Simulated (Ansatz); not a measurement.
**Redistribution: CH3Br + C2H2F2 → CH3F + C2H2BrF**

Species: CH3Br (bromomethane) `CBr`, singlet; C2H2F2 (vinylidene fluoride) `C=C(F)F`, singlet; CH3F (fluoromethane) `CF`, singlet; C2H2BrF `C=C(F)Br`, singlet. The partners trade Br for F; both sit on C, so the bond types are kept.

Shapes, held fixed at every level: PBE0-D4/def2-TZVP. Programs: Ansatz 0.2.0. Electronic energies: no zero-point or thermal term.

| level | kind | ΔE (kJ/mol) | less CCSD(T)/def2-TZVPP |
| --- | --- | --- | --- |
| HF/def2-SVP | Hartree–Fock | +55.0 | +14.9 |
| SPW92/def2-TZVPP | LDA | +45.7 | +5.6 |
| r2SCAN0-D4/def2-TZVPP | global hybrid | +46.6 | +6.5 |
| wB97X-V/def2-TZVPP | range-separated hybrid | +42.7 | +2.6 |
| MP2/def2-TZVPP | perturbation theory | +38.1 | -2.0 |
| CCSD/def2-SVP | coupled cluster or CI | +47.9 | +7.8 |
| CCSD/def2-TZVPP | coupled cluster or CI | +41.8 | +1.7 |
| CCSD(T)/def2-TZVPP | coupled cluster or CI | +40.1 | 0.0 |

The highest level, CCSD(T)/def2-TZVPP, gives ΔE = +40.1 kJ/mol; the levels span +38.1 to +55.0. The column of differences is taken from that level and isn't an error. No measured value is set beside it here. Relativity is left out for Br. Outer-core shells of Br are correlated in most correlated rows, in sets that cover them unevenly.

The exchange is endothermic at every level, so fluorine favours the carbon of vinylidene fluoride over the methyl carbon when bromine is the alternative. The likely main reason is the geminal difluoro motif: two strongly polar C–F bonds on one carbon reinforce each other through electrostatic attraction and lone-pair donation into the neighbouring C–F σ* orbital. Bromine, less electronegative and with more diffuse lone pairs, replaces this only in part, and the C–F bond formed in CH3F lacks such a partner.

Correlation lowers the cost: in the same small basis, the energy falls from +55.0 kJ/mol with Hartree–Fock to +47.9 with CCSD. This probably reflects correlation between polarisable bromine and its neighbours in the bromofluoroalkene. Enlarging the basis brings CCSD down to +41.8, a larger shift than that from the perturbative triples, so the sign is far more secure than the last few kJ/mol. This reaction alone can't separate the geminal effect from the differing preferences of vinylic and methyl carbon for fluorine over bromine.
